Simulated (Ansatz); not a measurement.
All numbers below come from DFT PBE, scalar-relativistic, plane waves, PAW in Ansatz 0.2.0. All cells share a 420 eV cutoff and Γ-centred k meshes spaced at most about 0.3 Å⁻¹ (about 0.25 or finer for metals, 2π included). No spin polarisation in the final relaxations.

Temperature and zero-point effects are left out.

Two forms of Si4Cl were relaxed alike.

A. Space group P4/mmm (No. 123), tetragonal, a = 3.383 Å, c = 9.794 Å. Around Si on a site of symmetry 4/mmm lie 2 Si at 2.31 Å; around Si on a second site of symmetry 4/mmm lie 4 Cl at 2.39 Å and 2 Si at 2.59 Å; Si on a site of symmetry 4mm has 1 Si at 2.31 Å and 1 Si at 2.59 Å; Cl has 4 Si at 2.39 Å.

B. Space group Pm-3m (No. 221), cubic, a = 4.735 Å. Si on a site of symmetry m-3m has 12 Si at 3.35 Å (long contacts); Si on a site of symmetry 4/mmm is surrounded by 2 Cl at 2.37 Å and 12 Si at 3.35 Å; around Cl lie 6 Si at 2.37 Å.

Question: Which would you expect to be lower, and how large is the difference?

Answer: A is lower, by 0.41 eV/atom. A has space group P4/mmm (No. 123), 22.4 Å³/atom and no gap on its mesh; B has space group Pm-3m (No. 221), 21.2 Å³/atom and no gap. Counting Si atoms around Cl (those within 1.25 times the shortest such distance or 1.15 times the sum of covalent radii), A has Cl 4 and B has Cl 6. A holds Si–Si units of three or more atoms (shortest 2.31 Å); in B the shortest Si–Si distance is 3.35 Å. The lower one is the more open, so pressure narrows the difference. Even the lower one lies +0.93 eV/atom against the reference forms of the elements (uncorrected), so neither is stable at this level. Both come from invented guesses. A third cell relaxed alike, in P-1, lies 0.87 eV/atom below the lower of the two.

A magnetic state wasn't ruled out in cells without spin, among them P4/mmm, Pm-3m. Cells relaxed within their symmetry can be saddle points.

The preference for A probably comes from silicon's strong tendency to form directed covalent bonds. A keeps Si–Si contacts of 2.31 Å, close to an ordinary single bond, alongside weaker ones at 2.59 Å, whereas at 3.35 Å B has essentially given up such bonding. The Si–Cl distances hardly differ, at 2.39 and 2.37 Å, and both are well beyond a normal Si–Cl single bond. Chlorine, which usually binds terminally to one silicon, is thus forced into stretched, multicentre contacts in both forms. This suggests why even A remains so far above the elements, and the much lower P-1 cell shows that most of that excess belongs to the arrangement rather than to the composition.

The missing gaps say little about bonding. Each cell holds one formula unit with an odd number of valence electrons, so without spin a band must stay partly filled. Pairing electrons in a larger cell, for instance through additional Si–Si bonds, could open a gap, so metallic character can't be assigned to Si4Cl in general.
